The quantum defect $\delta$ measures how much more tightly an outer electron is bound than it would be by a point charge equal to the net charge of the core. For Os⁺ the core is Os²⁺, and the binding energy $B$ of an electron in orbital $nl$ is written

$$B=\frac{4\,\mathrm{Ry}}{n^{*2}},\qquad \delta=n-n^*,$$

with $4\,\mathrm{Ry}=4\times13.606=54.42$ eV and $n^*$ the effective quantum number. Here $B$ is a difference of two spin-polarised, scalar-relativistic LDA total energies, that of Os²⁺ in 5d⁶ minus that of Os⁺ with one spin-up electron added over the same spherical 5d⁶ core. The outer eigenvalue $\varepsilon$ and the mean radius $\langle r\rangle$ belong to the Kohn-Sham orbital of that electron. The energy above the ground configuration and $B$ add up to 17.996 eV in every row. This is the energy to remove the 6s electron, the limit of this series, though not necessarily the lowest ionisation energy at this level. It also gives 6s a defect, 4.261.

All-electron calculations with Quantum ESPRESSO 7.5 (ld1.x) for spherical Os⁺ with a point nucleus, in scalar-relativistic, spin-polarised LDA (VWN5). One spin-up electron is placed in the outer orbital over Os²⁺ [Xe] 4f¹⁴ 5d⁶, with 5d at highest spin. Excitation energies from [Xe] 4f¹⁴ 5d⁶ 6s¹ and binding energies relative to Os²⁺ are total-energy differences.

```
outer orbital  energy above the ground configuration (eV)  binding energy (eV)  quantum defect  outer eigenvalue (eV)  outer mean radius (bohr)  −ε / binding energy
           7s                                      11.074               6.9220           4.196                -5.5184                    6.2089                0.797
           6p                                      6.5002               11.496           3.824                -8.6370                    3.5211                0.751
           7p                                      12.698               5.2983           3.795                -4.1870                    7.6788                0.790
           6d                                      12.297               5.6986           2.910                -4.2076                    5.9979                0.738
           7d                                      14.631               3.3650           2.978                -2.6223                    11.297                0.779
           5f                                      14.325               3.6714           1.150                -2.5981                    8.0695                0.708
           6f                                      15.506               2.4896           1.325                -1.8854                    13.885                0.757
           7f                                      16.225               1.7708           1.456                -1.3902                    21.162                0.785
```

Since $\delta$ is defined from $B$, the defect column cannot test the Rydberg picture, but the radius can. An orbital that lives mainly in the field $-2/r$ has $\langle r\rangle=[3n^{*2}-l(l+1)]/4$ bohr. For 7p, $n^*=\sqrt{54.42/5.298}=3.205$ and $\langle r\rangle=(3\times10.27-2)/4=7.20$ bohr against the computed 7.68. With nothing fitted, the formula lies within about 6 % of the tabulated radius in seven rows and 13 % below it for 6p. It is too small everywhere except 5f. Two causes can act, and the table does not separate them. A penetrating s, p or d electron crosses the core faster than in the bare field and so spends more of its time far out, and the Kohn-Sham orbital decays according to $\varepsilon$, which is shallower than $B$. The second is the natural one for 6f and 7f. So $n^*$ sets the size as well as the energy, and the order of excitation, 6p, 7s, 6d, 7p, 5f, 7d, 6f, 7f, is the order of $n^*$.

At $n=7$ the binding falls from 6.92 eV for s to 1.77 eV for f, the standard result of weaker core penetration at higher $l$. The steps in $\delta$ are uneven, though: 0.40 from s to p, 0.82 from p to d and 1.52 from d to f. Theory explains the pattern by counting nodes. The product $\pi\delta$ is the extra phase that the radial wave gathers in the core, compared with a wave of the same energy in the bare field $-2/r$. The outer orbital must be orthogonal to the 5, 4, 3 and 1 occupied shells of s, p, d and f symmetry, so it has that many nodes in the core region, each worth about one unit of $\delta$. The count drops by two from d to f, because osmium has three occupied d shells and only one f shell, and this makes the last step the largest.

The count overstates $\delta$ when the reference wave itself oscillates inside the core, since only the difference of the two phases enters. Near zero energy the Coulomb wave is a Bessel function $J_{2l+1}(4\sqrt r)$, whose first node falls near 0.9 bohr for s, 2.5 for p, 5 for d and 8 for f. The 5d shell of Os²⁺ has a mean radius of 1.69 bohr in the same calculation. The reference s wave has thus spent a node inside the core, the p wave part of one, and the d and f waves very little. The numbers follow this order: $\delta$ minus the count is $-0.80$ for 7s, about $-0.2$ for both p rows, between $-0.09$ and $-0.02$ for d, and positive for f. The large s deficit is what shrinks the s–p step from 1 to 0.40. The argument gives the order and rough size of these remainders and not their values.

For f the centrifugal term separates two regions. In the field $-2/r$ it turns back a slow electron at $r=l(l+1)/4$, which is 0.5 bohr for p, 1.5 for d and 3 for f. An f electron therefore stays outside the 5d shell, the inner well holds 4f alone, and 5f resembles a hydrogenic 4f with one extra node hidden in the core. The 5f run bears this out. Its mean radius is 14.5 times that of 4f, so it has not collapsed. It raises the spin-up 5d level by 3.78 eV relative to Os²⁺, close to the 3.91 eV that a charge lying wholly outside would give through its $\langle 1/r\rangle$. The d case is marginal, because its turning point lies at the 5d radius. In the 6d run the same level rises by $24.20-19.26=4.94$ eV, while $\langle 1/r\rangle=0.2076$ bohr⁻¹ corresponds to 5.65 eV, so a larger share of 6d lies within reach of the core.

The change of $\delta$ with $n$ has opposite signs for low and high $l$. It falls from 4.261 to 4.196 for s and from 3.824 to 3.795 for p, and it rises for d and f. The fall is the usual Rydberg-Ritz behaviour. A change of energy alters a phase in proportion to the time that the electron spends in the region. The real electron crosses the deep core quickly and the reference electron slowly, so on raising the energy the reference gains more phase and the difference shrinks. Behind a centrifugal barrier the sign can turn, since a higher state reaches further in. The f rise looks too large for that alone, and a possible second source is best seen through the eigenvalues.

The ratio $-\varepsilon/B$ lies between 0.71 and 0.80. In LDA the Hartree potential includes the outer electron's own charge and the exchange-correlation potential dies off with the density, so the potential of Os⁺ ends as $-1/r$ where the electron should feel $-2/r$. The size of the effect follows from a frozen orbital that does not overlap the core. Let $h$ be its energy in the field of the core, $U=F^0/2$ its Hartree self-energy with $F^0$ the self-repulsion integral, and $E_x$, $E_c$ the LDA exchange and correlation energies of its own fully polarised density. The total energy gains $-B=h+U+E_x+E_c$. The eigenvalue is the derivative with respect to occupation. $U$ is quadratic in the occupation and $E_x$ goes as its 4/3 power, so $\varepsilon=h+2U+\tfrac43E_x+\langle v_c\rangle$, with $\langle v_c\rangle$ the mean correlation potential. The shortfall of the eigenvalue is then

$$\Delta=B+\varepsilon=U+\tfrac13E_x+(\langle v_c\rangle-E_c).$$

If exchange nearly cancels the self-repulsion, $E_x\approx-U$, and $\Delta\approx\tfrac23U=F^0/3$. The cancellation that works fairly well for the total energy fails for the eigenvalue, because the two terms depend on occupation with different powers.

The 7p run gives $F^0=3.180$ eV, so $\Delta\approx1.060$ eV and $-\varepsilon\approx5.298-1.060=4.238$ eV, against 4.187 in the table; the ratio comes out as 0.800 against 0.790. Nothing was fitted. For 6d, $\Delta/F^0$ is 0.365, for 7p 0.349, both a little above one third. To cover all rows, the full expression was evaluated on hydrogenic orbitals with the integer nearest to $n^*$, scaled to the tabulated radius. These reproduce the two $F^0$ values to better than 0.5 %, partly because the radius is put in. The model $\Delta$ is below the tabulated one in every row, by 5 to 8 % of it in seven rows and by 15 % for 6p.

Because $F^0$ scales as an inverse length, $\Delta\langle r\rangle$ should be nearly constant. It lies between 8.0 and 9.0 eV·bohr except for 6p at 10.1, with a mean of 8.72 over all eight rows, and a least-squares line through $\ln\Delta$ against $\ln\langle r\rangle$ for all rows has slope $-1.11$. This also accounts for the pattern in the ratio column. The Coulomb radius gives $B\langle r\rangle=40.8\,[1-l(l+1)/3n^{*2}]$ eV·bohr, where $40.8=\tfrac34\times54.42$, so

$$-\frac{\varepsilon}{B}\approx1-\frac{0.21}{1-l(l+1)/3n^{*2}} .$$

This yields 0.79 for 7s (table 0.797) and 0.71 for 5f (0.708), and is worst for 7f, 0.75 against 0.785. A nearly circular orbit is compact for its energy and repels itself more. The first members 5f, 6d and 6p have the three lowest ratios, and the ratio rises with $n$ in the p, d and f series.

The 6p row misses both the radius formula and the shortfall model by about twice as much as the others. Its mean radius of 3.52 bohr lies inside the core edge, taken as the 3.65 bohr at which the density of Os²⁺ has fallen to 0.001 bohr⁻³, so both assumptions, a pure $-2/r$ field and no overlap, are broken. Where the core density dominates, the outer electron changes the local exchange potential less, the negative $E_x/3$ term shrinks and $\Delta$ grows. This has the right sign for 6p and for the smaller deficits elsewhere, but the runs do not isolate it, and it remains a guess. The 6p entry is also the one most affected by the neglect of spin-orbit coupling, which in an atom this heavy splits a penetrating p level strongly.

The total-energy binding is not free of self-interaction either. The sum $U+E_x+E_c$ should vanish for one electron. In the model $U$ exceeds $|E_x|$ in every row, and the spurious self-correlation tips the sum negative, an overbinding of the order of 0.1 eV. The one positive entry, 6p, rests on a nodeless 2p stand-in for the row that the model fits worst, and its sign is not to be trusted. At these densities the correlation energy falls off more slowly than $1/\langle r\rangle$, so this error hardly decays over the range of the table. Its effect on the defect grows fast, since differentiating the Rydberg formula gives $d\delta=n^{*3}\,dB/(8\,\mathrm{Ry})$. An error of 0.1 eV moves $\delta$ by 0.009 for 6p, 0.06 for 7d and 0.16 for 7f. High Rydberg defects are a magnifier for small errors in total energies.

The f rows show the result. Against hydrogenic levels with $n_0=n-1=4,5,6$ they are overbound by 0.270, 0.313 and 0.259 eV, nearly the same amount each time. Two additive contributions are available. One is short-range attraction, from penetration and exchange with the core, which should follow the weight of the orbital inside the core radius of 3.65 bohr. For hydrogenic f orbitals that weight runs 1 : 0.76 : 0.51, slower than $n_0^{-3}$, because higher members press further against the barrier. Multiplied by $n_0^3$ it implies, in first order, a defect that rises as 1 : 1.5 : 1.7, where the table's $\delta-1$ rises as 1 : 2.2 : 3.0. One amplitude fitted by least squares to the three excesses leaves an rms residual of 0.07 eV. With the unfitted self-interaction term added first, the same fit leaves 0.025 eV. Much of both residuals comes from the hydrogenic weights, since the orbitals of the runs are more compact. The runs offer their own measure of penetration, the amount by which the rise of the spin-up 5d level falls short of $\langle 1/r\rangle$. It is 0.13, 0.13 and 0.09 eV for 5f, 6f and 7f, and does not fall from 5f to 6f. With this as the weight the fit leaves about 0.03 eV alone and about 0.004 eV on top of the self-interaction term. In that picture self-interaction supplies roughly a third to a half of the excess and about half of the rise in $\delta$, and it also removes the rise from 6d to 7d, leaving both near 2.90. This split is a suggestion only. It rests on three rows, and the self term is a small difference of larger numbers, good to its order of magnitude. It also treats the exchange-correlation energies of core and outer electron as additive, which they are not where the densities overlap, so the share of the rise that comes from the electron's own density could be larger.

Part of the f rise is therefore probably an artefact of LDA, and one real effect is shut out by construction. A spherical density cannot be polarised into a dipole, so the long-range core polarisation that governs non-penetrating defects in real ions does not enter. The order of 5f and 7d should not be read as a prediction. Both derive from hydrogenic $n_0=4$, with $n^*=3.85$ and 4.02, and their gap of 0.31 eV is of the size of the f excess. Terms arising from the coupling with the open 5d⁶ shell are averaged over as well.

The same steps indicate what neighbouring series would do. For core charge $Z_c$, radii scale as $1/Z_c$, self-repulsion as $Z_c$ and binding as $Z_c^2$, so $\Delta/B$ goes roughly as $1/Z_c$. A neutral atom should show an eigenvalue not much more than half its binding energy, and a doubly charged ion a ratio closer to one than any in the table. A fixed energy error shifts $\delta$ as $1/Z_c^2$, so the spurious drift at high $n$ would be worst in the neutral. Along the isoelectronic sequence the reference wave moves into the core and the s and p defects fall, while the f turning point $l(l+1)/2Z_c$ moves inwards and the f defect first grows. A singly charged ion of the 4d row has one occupied shell fewer of each symmetry, so its defects should be about one unit smaller with similar $n^*$, the f defect starting near zero. The match would be poorest for s, where relativistic contraction adds to the defect far more in osmium than in its lighter congener.
